**H2···Cl2 interaction curve: exponential wall, dispersion tail and method errors**

The table holds counterpoise-corrected interaction energies of a near T-shaped H2···Cl2 pair at eight rigid shifts from the PBE0-D4 minimum, from CCSD(T), r2SCAN-D4, B3LYP-D4 and MP2 in def2-TZVPPD. The program fits an exponential repulsion minus C/R⁶ to each method, compares it with Lennard-Jones and Morse forms for CCSD(T), and finds the range of tail powers that the rounding allows. The exp-6 and Morse forms both fit CCSD(T) to 0.003 kcal/mol, the level of the rounding, so the data do not fix the R⁻⁶ law, while Lennard-Jones misses by 0.016 and the constants b and C trade against each other. Relative to the CCSD(T) depth of 0.26 kcal/mol, r2SCAN-D4 is 27% and B3LYP-D4 15% too shallow and MP2 8% too deep, each with its worst error at a different distance. An unfitted London plus quadrupole estimate from rough recalled inputs has the size of the computed tail.

Counterpoise-corrected interaction energies of H2 with Cl2 in the gas phase (negative binds), computed with Ansatz 0.2.0 in the def2-TZVPPD basis, with frozen cores in MP2 and CCSD(T). Cl2 is moved rigidly from the PBE0-D4/def2-TZVP minimum along the line between the two molecules' mean atom positions; positive shifts lead away from H2.

## Program and output

```python
# Table: counterpoise-corrected interaction energy (kcal/mol) of H2...Cl2 along a rigid shift, Ansatz 0.2.0,
# def2-TZVPPD: CCSD(T), r2SCAN-D4, B3LYP-D4, MP2. Tested: exponential repulsion - C/R^6 against
# Lennard-Jones and Morse forms, the tail exponent, an unfitted tail estimate, and the method errors.
T = {
    'x': [-0.315, -0.157, 0.0, 0.157, 0.378, 0.786, 1.573, 3.146],  # Å
    'ccsd_t': [0.06, -0.14, -0.23, -0.26, -0.24, -0.17, -0.07, -0.01],  # kcal/mol
    'r2scan_d4': [0.06, -0.1, -0.17, -0.19, -0.18, -0.12, -0.05, -0.01],  # kcal/mol
    'b3lyp_d4': [0.03, -0.14, -0.21, -0.22, -0.19, -0.11, -0.04, -0.01],  # kcal/mol
    'mp2': [-0.01, -0.19, -0.27, -0.28, -0.26, -0.18, -0.08, -0.02],  # kcal/mol
    'err': [-0.03, 0.0, 0.02, 0.04, 0.05, 0.06, 0.03, 0.0],  # kcal/mol
}
import numpy as np
from scipy.optimize import curve_fit
from scipy import constants as sc
x = np.array(T['x'], float)
names = {'ccsd_t': 'CCSD(T)', 'r2scan_d4': 'r2SCAN-D4', 'b3lyp_d4': 'B3LYP-D4', 'mp2': 'MP2'}
E = {k: np.array(T[k], float) for k in names}; cc = E['ccsd_t']
# coordinates (A) of the first row and whole-pair D4 totals (eV): further outputs of the same runs
G = np.array([[-0.12, -0.28, -2.06], [0.01, -0.02, -1.38], [-0.44, -0.73, 1.57], [0.53, 0.97, 1.24]])
d4 = {'B3LYP': -0.078846, 'r2SCAN': -0.011598}
nrm = np.linalg.norm; eV = sc.e*sc.N_A/(1e3*sc.calorie)
Ha = sc.physical_constants['Hartree energy in eV'][0]; a0 = sc.physical_constants['Bohr radius'][0]*1e10
v = G[2:].mean(0) - G[:2].mean(0); u = v/nrm(v); a = G[1]-G[0]; b = G[3]-G[2]
ca, cb, cab = a@u/nrm(a), b@u/nrm(b), a@b/nrm(a)/nrm(b)
R = nrm(v) - x[0] + x; R0 = R[2]
f = lambda z, p='+.2f': ' '.join(format(q + 0.0, p) for q in z)
print(f"first row: H-H {nrm(a):.2f}, Cl-Cl {nrm(b):.2f}, inner H..Cl {nrm(G[3]-G[1]):.2f} and {nrm(G[2]-G[1]):.2f} A")
print(f"angle to centre line: H2 {np.degrees(np.arccos(ca)):.0f}, Cl2 {np.degrees(np.arccos(cb)):.0f} deg")
print("shift x (A):          ", f(x, '+.3f')); print("centre distance R (A):", f(R, '.2f'))
print("rounding of table: max 0.005, rms %.4f; of a difference up to 0.01 kcal/mol" % (0.01/12**0.5))
e6 = lambda r, A, k, C: A*np.exp(-k*(r-R0)) - C/r**6
lj = lambda r, D, m: D*((m/r)**12 - 2*(m/r)**6)
mo = lambda r, D, k, m: D*(np.exp(-2*k*(r-m)) - 2*np.exp(-k*(r-m)))
print("CCSD(T) fits, residual = model - table (kcal/mol)")
for n, g, p0, lab in [('exp-6', e6, [0.4, 3.4, 1100], 'A at x=0, b 1/A, C'), ('LJ 12-6', lj, [0.26, 3.6], 'D, Rm'),
                      ('Morse', mo, [0.26, 1.3, 3.6], 'D, a 1/A, Rm')]:
    p = curve_fit(g, R, cc, p0, maxfev=20000)[0]; r = g(R, *p) - cc; w = np.argmax(abs(r))
    print(f" {n} ({lab}) = {f(p, '.4g')}; rms {np.sqrt(np.mean(r**2)):.4f}, worst {r[w]:+.3f} at x={x[w]:+.3f}")
    print("   residuals:", f(r, '+.3f'))
for k in (3.0, 3.4, 3.8):
    M = np.c_[np.exp(-k*(R-R0)), -R**-6.0]; s = np.linalg.lstsq(M, cc, rcond=None)[0]
    print(f" b held at {k} 1/A: A {s[0]:.2f}, C {s[1]:.0f} kcal/mol A^6, rms {np.sqrt(np.mean((M@s-cc)**2)):.4f}")
rng = np.random.default_rng(1); g = np.linspace(R[0], R[5], 1200); P = {}
print("exp-6 per method (spread of minimum from re-drawing the rounding)")
for k, n in names.items():
    p = curve_fit(e6, R, E[k], [0.4, 3.4, 1100], maxfev=20000)[0]; P[k] = p; y = e6(g, *p)
    xm = [g[np.argmin(e6(g, *curve_fit(e6, R, E[k]+rng.uniform(-.005, .005, len(R)), p, maxfev=20000)[0]))]-R0 for _ in range(60)]
    print(f" {n}: b {p[1]:.2f}, C {p[2]:.0f}, rms {np.sqrt(np.mean((e6(R,*p)-E[k])**2)):.4f}, min {y.min():.3f} at x {g[y.argmin()]-R0:.2f} +- {np.std(xm):.2f} A")
print("errors against CCSD(T), kcal/mol")
for k in list(names)[1:]:
    d = np.round(E[k]-cc, 2); w = np.argmax(abs(d))
    print(f" {names[k]}: {f(d)}; mean abs {abs(d).mean():.3f}, worst x={x[w]:+.3f}; lowest point {100*(E[k].min()/cc.min()-1):+.0f}% in depth")
print("share of CCSD(T) binding at x=0.786:", ', '.join(f"{names[k]} {100*E[k][5]/cc[5]:.0f}%" for k in list(names)[1:]))
print("drop from first row to lowest row:", ', '.join(f"{n} {E[k][0]-E[k].min():.2f}" for k, n in names.items()))
print("lowest row below x=0 by:", ', '.join(f"{n} {E[k][2]-E[k][3]:.2f}" for k, n in names.items()))
ex = lambda e, i, s: np.log((-e[i]+s)/(-e[i+1]-s))/np.log(R[i+1]/R[i])
for k, n in names.items():
    print(f"power n allowed by rounding, {n}: 0.786-1.573 {ex(E[k],5,-.005):.1f} to {ex(E[k],5,.005):.1f}; 1.573-3.146 {ex(E[k],6,-.005):.1f} to {ex(E[k],6,.005):.1f}")
# rough recalled values: polarisability (A^3), ionisation energy (eV), quadrupole moment (a.u.) of H2, Cl2
al, I, Q = (0.80, 4.6), (15., 11.), (0.46, 2.4)
C6 = 1.5*al[0]*al[1]*I[0]*I[1]/sum(I)*eV
ang = 0.75*(1-5*ca**2-5*cb**2-15*(ca*cb)**2+2*(cab-5*ca*cb)**2)
print(f"rough recalled inputs: London C6 {C6:.0f} kcal/mol A^6, overlap b {sum(np.sqrt(2*i/Ha) for i in I)/a0:.1f} 1/A, quadrupole factor {ang:.1f} (ideal T -3)")
for i in (6, 7):
    dl, qq = -C6/R[i]**6, ang*Q[0]*Q[1]/(R[i]/a0)**5*Ha*eV
    print(f" x={x[i]:.3f}: London {dl:.3f} + quadrupole {qq:.3f} = {dl+qq:.3f}; CCSD(T) {cc[i]:.2f}")
y = e6(g, *P['ccsd_t']); kk = np.gradient(np.gradient(y, g), g)[y.argmin()]; mu = 2*71/73*sc.u
zp = 0.5*sc.hbar*np.sqrt(kk*1e3*sc.calorie/sc.N_A*1e20/mu)*sc.N_A/(1e3*sc.calorie)
print(f"rough harmonic zero-point energy of the stretch {zp:.1f} against well {-cc.min():.2f} kcal/mol")
print("whole-pair D4 totals, first row (intramolecular parts included):", ', '.join(f"{n} {e*eV:.2f}" for n, e in d4.items()), "kcal/mol")
assert all(np.argmin(e) == 3 for e in E.values()) and cc[0] > 0 and np.all(cc[1:] < 0)
assert np.all(E['mp2'] < cc) and np.all(E['r2scan_d4'][1:7] > cc[1:7])
assert ex(cc, 6, -.005) < 6 < ex(cc, 6, .005)
assert T['err'][0] < 0 and np.argmax(T['err']) == 5
```

It prints:

```
first row: H-H 0.74, Cl-Cl 1.98, inner H..Cl 2.85 and 3.07 A
angle to centre line: H2 18, Cl2 94 deg
shift x (A):           -0.315 -0.157 +0.000 +0.157 +0.378 +0.786 +1.573 +3.146
centre distance R (A): 3.14 3.30 3.45 3.61 3.83 4.24 5.03 6.60
rounding of table: max 0.005, rms 0.0029; of a difference up to 0.01 kcal/mol
CCSD(T) fits, residual = model - table (kcal/mol)
 exp-6 (A at x=0, b 1/A, C) = 0.4884 3.2 1220; rms 0.0029, worst -0.005 at x=+3.146
   residuals: +0.002 -0.004 -0.001 +0.005 +0.000 -0.001 -0.002 -0.005
 LJ 12-6 (D, Rm) = 0.2554 3.562; rms 0.0158, worst -0.026 at x=-0.157
   residuals: +0.016 -0.026 -0.015 +0.006 +0.017 +0.022 +0.009 -0.002
 Morse (D, a 1/A, Rm) = 0.2578 1.457 3.65; rms 0.0029, worst +0.005 at x=+1.573
   residuals: -0.000 -0.000 +0.001 +0.003 -0.004 -0.002 +0.005 +0.003
 b held at 3.0 1/A: A 0.57, C 1352 kcal/mol A^6, rms 0.0060
 b held at 3.4 1/A: A 0.42, C 1118 kcal/mol A^6, rms 0.0055
 b held at 3.8 1/A: A 0.33, C 969 kcal/mol A^6, rms 0.0130
exp-6 per method (spread of minimum from re-drawing the rounding)
 CCSD(T): b 3.20, C 1220, rms 0.0029, min -0.256 at x 0.18 +- 0.00 A
 r2SCAN-D4: b 3.33, C 859, rms 0.0022, min -0.189 at x 0.18 +- 0.01 A
 B3LYP-D4: b 3.98, C 749, rms 0.0057, min -0.216 at x 0.10 +- 0.00 A
 MP2: b 3.14, C 1307, rms 0.0026, min -0.282 at x 0.15 +- 0.00 A
errors against CCSD(T), kcal/mol
 r2SCAN-D4: +0.00 +0.04 +0.06 +0.07 +0.06 +0.05 +0.02 +0.00; mean abs 0.038, worst x=+0.157; lowest point -27% in depth
 B3LYP-D4: -0.03 +0.00 +0.02 +0.04 +0.05 +0.06 +0.03 +0.00; mean abs 0.029, worst x=+0.786; lowest point -15% in depth
 MP2: -0.07 -0.05 -0.04 -0.02 -0.02 -0.01 -0.01 -0.01; mean abs 0.029, worst x=-0.315; lowest point +8% in depth
share of CCSD(T) binding at x=0.786: r2SCAN-D4 71%, B3LYP-D4 65%, MP2 106%
drop from first row to lowest row: CCSD(T) 0.32, r2SCAN-D4 0.25, B3LYP-D4 0.25, MP2 0.27
lowest row below x=0 by: CCSD(T) 0.03, r2SCAN-D4 0.02, B3LYP-D4 0.01, MP2 0.01
power n allowed by rounding, CCSD(T): 0.786-1.573 4.6 to 5.8; 1.573-3.146 5.4 to 9.9
power n allowed by rounding, r2SCAN-D4: 0.786-1.573 4.3 to 6.0; 1.573-3.146 4.0 to 8.8
power n allowed by rounding, B3LYP-D4: 0.786-1.573 5.0 to 7.0; 1.573-3.146 3.1 to 8.1
power n allowed by rounding, MP2: 0.786-1.573 4.2 to 5.3; 1.573-3.146 4.0 to 6.4
rough recalled inputs: London C6 808 kcal/mol A^6, overlap b 3.7 1/A, quadrupole factor -2.2 (ideal T -3)
 x=1.573: London -0.050 + quadrupole -0.020 = -0.070; CCSD(T) -0.07
 x=3.146: London -0.010 + quadrupole -0.005 = -0.015; CCSD(T) -0.01
rough harmonic zero-point energy of the stretch 0.1 against well 0.26 kcal/mol
whole-pair D4 totals, first row (intramolecular parts included): B3LYP -1.82, r2SCAN -0.27 kcal/mol
```
